Dear colleague,

The water molecule in your test calculation, the same one you pulse as oxidant when you grow oxide films, showed an energy at the third SCF cycle that lay below the converged value, and you took this for a breach of the variational principle. I suspect that your script evaluated the energy with a density matrix mixed by the DIIS coefficients. Such a matrix violates one assumption of mean-field theory, idempotency, and the consequence can be derived and sized.

Conventions. I use real functions, closed-shell Hartree–Fock and hartree atomic units (Eh, bohr). The basis χ_μ has overlap S_μν, with two lower (covariant) indices; S⁻¹ has two upper (contravariant) ones. The density kernel P = C_occ C_occᵀ counts each occupied spatial orbital once, so Tr PS is half the number of electrons. The energy is E = 2 Tr hP + Tr P G(P), with G_μν(P) = Σ P^λσ [2(μν|λσ) − (μλ|νσ)], and F = h + G(P). Since G is linear and symmetric, δE = 2 Tr F δP. Under a change of basis χ → χA with any invertible A,

S → AᵀSA, F → AᵀFA, P → A⁻¹PA⁻ᵀ,

so F is covariant and P contravariant. A product is lawful when every summed index pair has one upper and one lower member, and the trace of such a product, fully contracted, does not depend on A.

Where the assumption enters. Orthonormal occupied orbitals, C_occᵀ S C_occ = 1, give PSP = P: the occupations n, eigenvalues of PS, are 0 or 1. Let Q = S⁻¹ − P; then QSP = 0. Varying the constraint gives δP S P + P S δP = δP. Multiplying by PS on the left and SP on the right yields PS δP SP = 0, and likewise QS δP SQ = 0. Only the occupied–virtual blocks of δP may vary: δP = QXP + PXᵀQ with X an arbitrary covariant matrix. Then δE = 4 Tr (X PFQ), and stationarity means QFP = 0. Define Pulay's (1982) error vector

e = FPS − SPF = S(QFP − PFQ)S. (1)

The second form is plain algebra. With idempotency, QeP = QFP, so e = 0 and QFP = 0 are the same statement. The steepest-descent step in the invariant metric Tr(δP S δP S) follows by raising both indices of F, which gives S⁻¹FS⁻¹, and projecting on the allowed blocks: δP = −α(QFP + PFQ), with δE = −4α Σ F_ai² in orthonormal occupied (i) and virtual (a) orbitals. The invariant size of e is −½ Tr(S⁻¹eS⁻¹e) = Σ F_ai².

Idempotency was therefore used twice: to forbid the occupied–occupied and virtual–virtual variations, along which the slope 2F is never zero, and to identify e with the gradient. Without it, e = 0 says little: P = f(S⁻¹F)S⁻¹ satisfies it for any function f, a Fermi function for instance.

The first correction. Let P be nearly idempotent and measure the defect by the contravariant matrix

D = P − PSP,

for which DS has eigenvalues n(1 − n). Let P₀ have the same natural orbitals with occupations rounded to 1 and 0, and write P = P₀ + δ, n_i = 1 − η_i, n_a = η_a. To first order D has entries +η in both spaces, whereas δ has −η_i and +η_a. The factor 1 − 2n supplies the sign:

δ = (1 − 2PS)D + O(η²). (2)

Subtracting this from P gives P − (1 − 2PS)(P − PSP) = 3PSP − 2PSPSP, McWeeny's (1960) purification. It is simply the removal of the first-order defect, and it leaves η′ = 3η² − 2η³. Repeated, it reaches P₀ provided each n lies on the proper side of ½ and between (1 − √3)/2 = −0.37 and (1 + √3)/2 = 1.37.

The energy is quadratic in P, so with F₀ = F(P₀) one has exactly E(P) − E(P₀) = 2 Tr F₀δ + Tr δG(δ), and

E(P) − E(P₀) = 2 Tr[F₀(1 − 2PS)D] + O(η²) = 2[Σ η_a F_aa − Σ η_i F_ii] + O(η²). (3)

This is fully contracted and so independent of basis. It is linear in η and does not vanish when P₀ is the converged density. In the natural orbitals e_pq = F_pq(n_q − n_p), and the first change of the error vector is

δe_ai = G_ai(δ) − (η_i + η_a)F_ai, δe_ij = F_ij(η_i − η_j), δe_ab = F_ab(η_b − η_a). (4)

The diagonal elements of F, which carry the whole of (3), do not appear in (4): e does not see the term that moves the energy.

How DIIS drops the assumption. DIIS stores idempotent P_k with their F_k and e_k, picks c_k with Σc_k = 1 that minimise the norm of ē = Σ c_k e_k, and diagonalises F̄ = Σ c_k F_k. In Hartree–Fock F̄ is exactly F(P̄) with P̄ = Σ c_k P_k (in Kohn–Sham theory only to first order in the differences). Using P_k = P_kSP_k and Σc_k = 1,

D̄ = Σ c_k P_kSP_k − Σ c_k c_l P_kSP_l = ½ Σ c_k c_l (P_k − P_l)S(P_k − P_l), (5)

and the same rearrangement for the commutator gives

e(P̄) − ē = −½ Σ c_k c_l (ΔF ΔP S − S ΔP ΔF), ΔF = F_k − F_l, ΔP = P_k − P_l. (6)

For two vectors D̄ = c₁c₂ ΔP S ΔP. The matrix ΔP S ΔP is positive semidefinite, so the sign of c₁c₂ decides: interpolation puts occupations between 0 and 1, extrapolation pushes them above 1 and below 0. In the second case (3) is negative when the virtual levels lie above the occupied ones, and no variational bound protects the energy, since no state of fermions has such occupations.

The b₂ block of water. With the molecule in the yz plane and z the twofold axis, a minimal basis has four a₁, two b₂ and one b₁ function. Four rotations preserve the symmetry, three in a₁ and one in b₂. The b₂ block is spanned by p = O 2p_y and h ∝ 1s(H₁) − 1s(H₂), and holds the occupied 1b₂ (i) and empty 2b₂ (a) orbitals. I freeze the other blocks at convergence; every number below is this model's. Its inputs, all typical or assumed values:

O–H distance 1.81 bohr, angle 104.5°
Slater exponents 2.25 (O 2p) and 1.24 (H 1s)
ratio of h to p coefficient in 1b₂, 0.90
ε_i = −0.62 Eh, ε_a = +0.74 Eh
J = (ii|aa) = 0.60 Eh, K = (ia|ia) = 0.15 Eh

Integration in spheroidal coordinates gives the 2pσ–1s overlap 0.3925 and, at the H–H distance 2.862 bohr, the 1s–1s overlap 0.2515. Hence s = ⟨p|h⟩ = 2(0.3925) sin 52.25°/√(2(1 − 0.2515)) = 0.507. The normalised orbitals are i = 0.606p + 0.545h and a = −0.989p + 1.024h. With C the matrix of these two columns, F = SCεCᵀS has F_pp = −0.319, F_ph = −0.648, F_hh = −0.249 Eh. The metric is no detail here: at convergence PSP = P, but PP = 0.665P. An antisymmetric 2×2 matrix transforms with the determinant, so the AO element e_hp equals √(1 − s²) = 0.862 times the invariant element e_ai. Within one block this factor cancels from the DIIS coefficients; between blocks it reweights them unless the norm is contracted with S⁻¹.

Since all results are invariant, I work in the converged orbitals. A symmetric change of P with fixed Tr PS has P_ii = 1 − u, P_aa = u, P_ia = v. Inserting it in G gives, with Δε = ε_a − ε_i = 1.36 Eh,

F_ia = (3K − J)v + Wu, F_aa − F_ii = Δε + 2Wv + Uu,
E − E₀ = 2Δε u + 2(3K − J)v² + 4Wuv + Uu², (7)
e_ai = (1 − 2u)F_ia + v(F_aa − F_ii),

where W = (ia|aa) − (ia|ii) and U = (ii|ii) + (aa|aa) − 4J + 2K. I estimate W and U by neglecting differential overlap between the symmetrically orthogonalised p and h. If i = cos φ p′ + sin φ h′, then K = ¼Γ sin²2φ, W = ½Γ sin 2φ cos 2φ and (ii|ii) + (aa|aa) − 2J = Γcos²2φ, with Γ = γ_pp + γ_hh − 2γ_ph built from the Coulomb repulsions γ. Thus W = 2K cot 2φ and U = 4K cot²2φ − 2J + 2K. Here cos²φ = 0.530 and cot 2φ = 0.0603, so W = 0.018 Eh and U = −0.90 Eh. W is small because the orbital is shared almost equally, and only its order of magnitude deserves trust.

An idempotent density is the orbital cos θ i + sin θ a, with u = sin²θ, v = sin θ cos θ. To leading order e = Hθ and E − E₀ = 2Hθ², where H = Δε + 3K − J = 1.21 Eh. A plain iteration diagonalises F(θ₁) and returns θ₂ = λθ₁ with λ = (J − 3K)/Δε = 0.110. For two such densities ΔP S ΔP S = sin²(θ₁ − θ₂) times the unit matrix, so both orbitals share one η with η(1 − η) = c₁c₂ sin²(θ₁ − θ₂). DIIS makes c₁θ₁ + c₂θ₂ ≈ 0, that is c₁ = θ₂/(θ₂ − θ₁), c₂ = −θ₁/(θ₂ − θ₁), and therefore

η ≈ −θ₁θ₂, E(P̄) − E₀ ≈ −2Δε θ₁θ₂ = −2Δε e₁e₂/H². (8)

Two iterates on the same side of the solution force extrapolation and an energy below E₀. Relative to the excess 2Hθ₂² of the second iterate the correction is −Δε/(Hλ) = −1/[λ(1 − λ)], since H = Δε(1 − λ). For monotonic convergence, 0 < λ < 1, its magnitude is never less than 4, and here it is 10.2. The correction is of the same order in θ as the convergence it would be used to judge, and larger.

A run. Assume a starting guess with θ₁ = 0.10 rad, which misplaces 2θ₁ sin 2φ = 0.20 electron between oxygen and the hydrogens. I solve (7) without expanding, and print three or four figures only so that you can follow the arithmetic; the inputs support two at best.

first iterate: θ = 0.10, e_ai = 0.1201 Eh (AO element 0.104), E − E₀ = +24.1 mEh
second iterate: θ = 0.01087, e_ai = 0.01315 Eh, E − E₀ = +0.286 mEh
DIIS: c₁ = −0.123, c₂ = 1.123, ē = 0
mixed density: η = −1.093×10⁻³, occupations 1.00109 and −0.00109, E − E₀ = −2.97 mEh

The estimate −λθ₁² gives η = −1.10×10⁻³. In the AO basis D̄ = η(1 − η)S⁻¹, with η(1 − η) = −1.094×10⁻³; its raw elements are −1.47×10⁻³ on the diagonal and +0.75×10⁻³ off it, and only ½ Tr D̄S returns the invariant. Formula (3), contracted with the AO matrices, gives −2.98 mEh. The mixed density thus lies about 3 mEh (81 meV, 1.9 kcal/mol) below the true minimum, 10.4 times as far as the second iterate lies above it. The neglected term Uη² is only −1.1×10⁻⁶ Eh. One purification leaves η′ = 3.6×10⁻⁶ and E − E₀ = +0.010 mEh; the fully purified P₀ is within 3.2×10⁻¹⁰ Eh of E₀.

The error vector is touched far more gently. DIIS predicts zero; (6) gives e(P̄) = −3.4×10⁻⁵ Eh, or 0.26 per cent of e₂ in magnitude. Of this the defect term of (4) is G_ai(δ) = Wη = −2.0×10⁻⁵ Eh. The remainder, −1.4×10⁻⁵ Eh, is the gradient at P₀, which arises because e is not linear along the idempotent family: e = Hv + 3Wθ² + Yθ³ + …, with Y = U − 2(3K − J) = −0.60 Eh. Using Σcθ² = −θ₁θ₂ ≈ η and Σcθ³ = −θ₁θ₂(θ₁ + θ₂), the condition ē = 0 gives e(P₀) ≈ −3Wη − Yη(θ₁ + θ₂) = (5.9 − 7.3)×10⁻⁵ Eh. Because W is small, the cubic term outweighs the quadratic one at this θ₁ and may not be dropped; the near cancellation is an accident of the inputs, so read these residuals as a few times 10⁻⁵ Eh of uncertain sign. The defect also reaches a program that never forms P̄, through F̄_ia: diagonalising F̄ gives a third iterate with e_ai = +1.6×10⁻⁵ Eh, where F(P₀) would have given −1.5×10⁻⁶ Eh. The new density is idempotent again, so the damage is a slightly poorer step and nothing else.

The b₂ block cannot show δe_ij. The a₁ block has one virtual orbital, so for two iterates a single occupied combination carries the defect. If it mixes 2a₁ and 3a₁, at typical minimal-basis energies −1.27 and −0.45 Eh, and has no 1s admixture, F_ij is at most half their separation, 0.41 Eh, which is 23 times W. For the same |η| the element is at most 4.5×10⁻⁴ Eh, or 3.4 per cent of e₂. This, more than Wη, bounds the first correction to e(P̄) for the whole molecule.

The frozen blocks are the model's main weakness. As typical knowledge, not as a measurement, plain iterations on minimal-basis water shrink their slowest mode by about 0.3 to 0.5 per cycle in magnitude, so the model's λ, and with it |η| at given θ₁, is low by a factor of roughly 3 to 5. For λ = 0.4 the ratio −1/[λ(1 − λ)] is −4.2; for an alternating mode with λ = −0.4 it is +1.8, and the mixed density lies above E₀.

By (8) the DIIS defect dies with the error vectors: for e₁ = 10⁻⁴ and e₂ = 10⁻⁵ Eh it shifts the energy by −1.9×10⁻⁹ Eh. A defect from another source, such as dropping small elements of P in a large-cell calculation, does not die. Assume η = 10⁻⁴ fixed in the b₂ pair. The model's energy rises by 2Δε η = 0.27 mEh (7.4 meV), while e_ai changes by 1.8×10⁻⁶ Eh, which a rotation of order 10⁻⁶ rad removes, so the run reports convergence. One purification lowers the shift to 8.2×10⁻⁸ Eh. Evaluate energies only from a density obtained by diagonalisation or purification, and where P is built in any other way, monitor Tr[(DS)²] next to −½ Tr(S⁻¹eS⁻¹e): the first tests the assumption, the second tests stationarity only once the assumption holds.